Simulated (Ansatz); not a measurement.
**The atomisation energy (no zero-point term) down a group: B to In**

Gas-phase molecules, one atom swapped for its congeners: B(NH3)(OH)3; Ga(NH3)(OH)3; In(NH3)(OH)3. The Al member is missing. All are singlets with charge 0.

Shapes, held fixed at every level: PBE0-D4/def2-TZVP. Flexible molecules stand in one conformer, not always the lowest. Programs: Ansatz 0.2.0. Values in eV.

```
                level  B(NH3)(OH)3  Ga(NH3)(OH)3  In(NH3)(OH)3
        HF/def2-TZVPP        31.05         26.52         24.26
 r2SCAN-D4/def2-TZVPP        44.71         39.75         37.56
  B3LYP-D4/def2-TZVPP        44.64         39.52         37.41
  BHLYP-D4/def2-TZVPP        42.88         37.86         35.64
r2SCAN0-D4/def2-TZVPP        43.73         38.73         36.44
   wB97X-V/def2-TZVPP        44.66         39.86         37.81
   CCSD(T)/def2-TZVPP        43.55         39.06         36.78
```

At CCSD(T)/def2-TZVPP the atomisation energy falls at every step, from 43.55 to 36.78 eV. Every level shows the same order. For atoms past krypton def2 sets carry core potentials with scalar relativity. Relativity is left out for Ga. Outer-core shells of Ga, In are correlated, in sets that cover them unevenly. Spin-orbit coupling, which grows down the group, is left out (summed over each molecule's free atoms 0.03, 0.10, 0.21 eV). Coupled cluster in double- or triple-zeta sets underbinds by a few per cent against its basis-set limit.

Replacing boron by gallium and then indium weakens the binding of the whole molecule, with the larger drop between boron and gallium. Since the O–H and N–H bonds are common to all three, the trend probably comes mainly from the bonds to the central atom. Boron's compact 2s and 2p orbitals overlap well with oxygen and nitrogen, whereas the larger, more diffuse valence orbitals of gallium and indium give longer, weaker bonds. Their valence s electrons are also less readily engaged in bonding, the tendency that makes the +1 state increasingly accessible down the group.

Hartree–Fock falls far short of coupled cluster in absolute terms, as expected when the correlation of newly formed electron pairs is missing, yet the shortfall is almost the same for all three molecules. The trend is therefore already present at the mean-field level, and correlation adds a nearly constant amount. These totals don't isolate the strength of the dative bond to ammonia, which could follow a different order.
